# Which sheets of IrPt3 carry the current?

## Scales to remember

Electrons at the Fermi level of IrPt3 have mean speeds of 3 to $6\times10^{5}$ m/s, depending on the band, between one and two thousandths of the speed of light. About six states per eV and cell are open to them. These states belong to several bands, and each band that crosses the Fermi level cuts out its own surface in the space of wave vectors, called a sheet of the Fermi surface. A current is shared among the sheets, and the shares are very unequal.

Ten bands cross in this density-functional calculation with spin-orbit coupling. They are numbered 1 to 10 upward in energy. Five of them appear here under letters.

IrPt3 in the unrelaxed cell, computed with Ansatz 0.2.0 using DFT (LDA) with spin-orbit coupling, plane waves and PAW, a 420 eV cutoff, a 10×10×10 k mesh and Gaussian smearing of 0.05 eV. The sheet values come from a denser 26×26×26 k mesh at the converged density, and band energies are measured from the Fermi level. Candidates: 4, 5, 10, 8, 3.

| row | sheet dos (states/eV/cell) | sheet filled share | sheet mean speed (1e5 m/s) | sheet bottom (eV) | sheet top (eV) |
| --- | --- | --- | --- | --- | --- |
| A | 1.213 | 0.566 | 3.896 | -1.150 | 1.158 |
| B | 0.872 | 0.084 | 4.579 | -0.255 | 1.660 |
| C | 0.089 | 0.985 | 3.273 | -1.747 | 0.398 |
| D | 0.695 | 0.868 | 3.212 | -1.284 | 1.158 |
| E | 0.089 | 0.985 | 3.273 | -1.747 | 0.398 |

The sheet dos, $N$, is the number of states per eV and cell that a band has at the Fermi level. The filled share is the part of the band that is occupied, and the mean speed, $v$, is taken over the states on the sheet. Bottom and top are the lowest and highest energies of the whole band, measured from the Fermi level.

## Finding the order

The numbering gives a strict rule. At every wave vector, a band with a higher number lies no lower than one with a smaller number. Going up the list, the bottom and the top of the band therefore can't fall, and the filled share can't rise.

The filled share sorts the letters at once. B is only 8% full and must be the highest candidate, 10. A, at 57%, is 8, and D, at 87%, is 5. C and E, both at 98.5%, are left for 3 and 4.

The bottom of the band gives the same order. The remaining columns help less. The sheet dos and the mean speed need not rise or fall with the number, so they give no ranking. The top is the same for A and D, so it can't put these two in order.

C and E agree in every column, and no reasoning from these values can separate them. The crystal has an inversion centre, and in the calculated state no atom has a magnetic moment. Under these two conditions each band has a twin of exactly the same energy at every wave vector. B, A and D have twins too, and their numbers are settled only because 9, 7 and 6 are not among the candidates.

## The labels

The rows with their labels:

| row | sheet dos (states/eV/cell) | sheet spin | sheet filled share | sheet mean speed (1e5 m/s) | sheet bottom (eV) | sheet top (eV) |
| --- | --- | --- | --- | --- | --- | --- |
| 1 | 0.016 | spinor | 0.997 | 5.868 | -1.825 | 0.398 |
| 2 | 0.016 | spinor | 0.997 | 5.868 | -1.825 | 0.398 |
| 3 | 0.089 | spinor | 0.985 | 3.273 | -1.747 | 0.398 |
| 4 | 0.089 | spinor | 0.985 | 3.273 | -1.747 | 0.398 |
| 5 | 0.695 | spinor | 0.868 | 3.212 | -1.284 | 1.158 |
| 6 | 0.695 | spinor | 0.868 | 3.212 | -1.284 | 1.158 |
| 7 | 1.213 | spinor | 0.566 | 3.896 | -1.150 | 1.158 |
| 8 | 1.213 | spinor | 0.566 | 3.896 | -1.150 | 1.158 |
| 9 | 0.872 | spinor | 0.084 | 4.579 | -0.255 | 1.660 |
| 10 | 0.872 | spinor | 0.084 | 4.579 | -0.255 | 1.660 |

A is 8, B is 10 and D is 5. C turns out to be 3 and E to be 4, which could just as well have been the other way round. The ten rows form five pairs, so the metal has five distinct sheets, each counted twice. The word spinor means that spin-orbit coupling mixes spin up and spin down, so a band has no single spin direction.

## What a sheet contributes

An electric field $F$ acts on an electron for a time $\tau$ before the electron is scattered. If $v_x$ is the speed along the field, the electron's energy changes by about $eFv_x\tau$, where $e$ is the elementary charge. The number of displaced electrons is this energy times $N$, and each carries a current $ev_x$. A sheet therefore contributes in proportion to $N\tau v_x^2$. In a cubic crystal the average of $v_x^2$ is one third of the average squared speed.

The speed enters twice because a fast electron gains more energy from the field and also carries its charge faster. If $\tau$ is the same everywhere, the weight of a sheet is $Nv^2$, with the square of the mean speed standing in for the mean square. For row 9 this gives

$$0.872\times4.579^2\approx18.3 .$$

The same product summed over one row of each pair is

$$0.55+0.95+7.17+18.41+18.28\approx45.4 ,$$

so rows 9 and 10 together carry $18.3/45.4$, or about 40% of the current.

Rows 7 and 8 carry about 41%, rows 5 and 6 about 16%, and the remaining four rows only 3%. The two leading pairs reach the same weight by different routes. Row 9 has 28% fewer states than row 7, but its squared speed is 38% higher.

## Why filling is a poor guide

Rows 1 and 2 have the highest mean speed and are almost full, yet they carry about 1% of the current. Only states at the Fermi level respond to a small field, and these bands have very few of them. Rows 9 and 10 show the opposite case, with little filling and a large current.

The size of the sheet explains the difference. Only about 0.3% of the band is empty in rows 1 and 2, while 8% is filled in rows 9 and 10, so the sheet has a much larger region to enclose. Its shape adds to this. The area of a sheet is proportional to $Nv$, because a steep band packs fewer states per eV behind each piece of surface. For row 9 the area is about 4.5 times that of a single ball enclosing the same filled volume. The filled region must therefore be thin, branched or split into many pieces, all of which give much surface for little volume. In row 3 the area of the small empty region is close to that of one ball, as expected for a single round pocket. The empty pockets of rows 1 and 2 are so small that the mesh of wave vectors resolves them poorly, so their speed and area are only rough. The factor of 4.5 for row 9 is approximate too: a flat plate with that area and volume would be only about one mesh step thick, with 26 steps across the zone.

## How far to trust the near tie

The sum of the weights can be tested through the plasma energy, which measures how readily the electrons as a whole accelerate in a field. Its square is proportional to the sum of $Nv^2$ over all rows, and no scattering time enters. The table gives 38.45 eV², while the same calculation reports 33.76 eV² directly, so the estimate is 14% too high relative to the direct value. Squaring a mean speed should make it too low, and the cause of the excess is open. A difference of one percentage point between the leading pairs therefore has no meaning.

The assumption about scattering matters more. Suppose that all electrons travel the same distance between collisions, a crude picture of a metal with very fine grains. Fast electrons then have shorter scattering times, and the weight becomes $Nv$. Rows 7 and 8 now lead with 42% against 35% for rows 9 and 10.

## A sheet close to its band edge

The bottom of rows 9 and 10 lies only a quarter of an eV below the Fermi level. If the level is lowered by that amount with the bands held fixed, it lies almost at the bottom of these two bands, and their share drops from 40% to roughly 2%. Rows 5 and 6 then carry about as much as rows 7 and 8. The calculation also finds the cell stretched, under a tension of about 16 GPa, and a relaxed cell would have somewhat different band positions. The 40% thus belongs to this cell and this Fermi level.

The practical rule is to look first at the distance from the Fermi level to the nearest band edge. A sheet only a few tenths of an eV from its edge can gain or lose much of its current when the level moves against the bands by that much. In IrPt3 this takes a large change in composition: lowering the level by a quarter of an eV removes more electrons from each cell than replacing one of its three Pt atoms by Ir would. Which pair leads remains open. Settling it would take a relaxed cell, and for each sheet the mean square of the speed and the scattering time.
